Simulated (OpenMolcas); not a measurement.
**CH2FNOSi: a line through the functionals**

CH2FNOSi: 7 atoms, total charge 0, spin state singlet. As SMILES, `O=C=N[SiH2]F`. The coordinates come from a PBE0-D4/def2-TZVP relaxation. This is one conformer, not always the lowest.

The HOMO–LUMO gap y, in eV, basis cc-pVDZ; a is the functional's share of exact exchange. Programs: OpenMolcas 26.06.

| functional | program | a | y (eV) |
| --- | --- | --- | --- |
| BLYP | OpenMolcas | 0 | 6.39 |
| r2SCAN | OpenMolcas | 0 | 7.10 |
| B3LYP | OpenMolcas | 0.2 | ? |
| PBE0 | OpenMolcas | 0.25 | 8.76 |
| BHLYP | OpenMolcas | 0.5 | 11.12 |

**Question.** Fit y = c + s·a to the known rows and predict B3LYP.

**Answer.** 
1. Means of the 4 rows: a = 0.1875, y = 8.342.
2. Σ(Δa)² = 0.17188, Σ(Δa·Δy) = 1.4931, so the slope is 1.4931/0.17188 = 8.6869.
3. Intercept: 8.342 − (8.6869) × 0.1875 = 6.713. The largest residual of the fit is 0.39.
4. B3LYP: 6.713 + (8.6869) × 0.2 = 8.45 eV.

The run gave 8.28 eV, so the prediction is off by +0.17 eV, within the largest residual. Exact exchange lowers occupied levels and raises empty ones. The rows mix families of semi-local functionals, which the line can't see.

The gap widens steadily with the share of exact exchange, and the error in the prediction comes mainly from r2SCAN. A straight line drawn through BLYP and BHLYP alone passes almost exactly through both PBE0 and the computed B3LYP value of 8.28 eV. r2SCAN lies well above BLYP although neither contains exact exchange, so it lifts the fitted intercept and flattens the slope. Its dependence on the kinetic-energy density makes the potential orbital-dependent, which probably opens the gap somewhat as exact exchange does.

The near-linearity suggests that the frontier orbitals change little in character along the series. A semi-local potential acts alike on filled and empty orbitals, whereas exact exchange stabilises mainly the filled ones, with the HOMO here probably of π type on the isocyanate group. The slope therefore describes how orbital energies respond to the functional, and doesn't show which gap lies closest to the difference between ionisation energy and electron affinity, particularly as an unbound LUMO would depend strongly on diffuse basis functions.
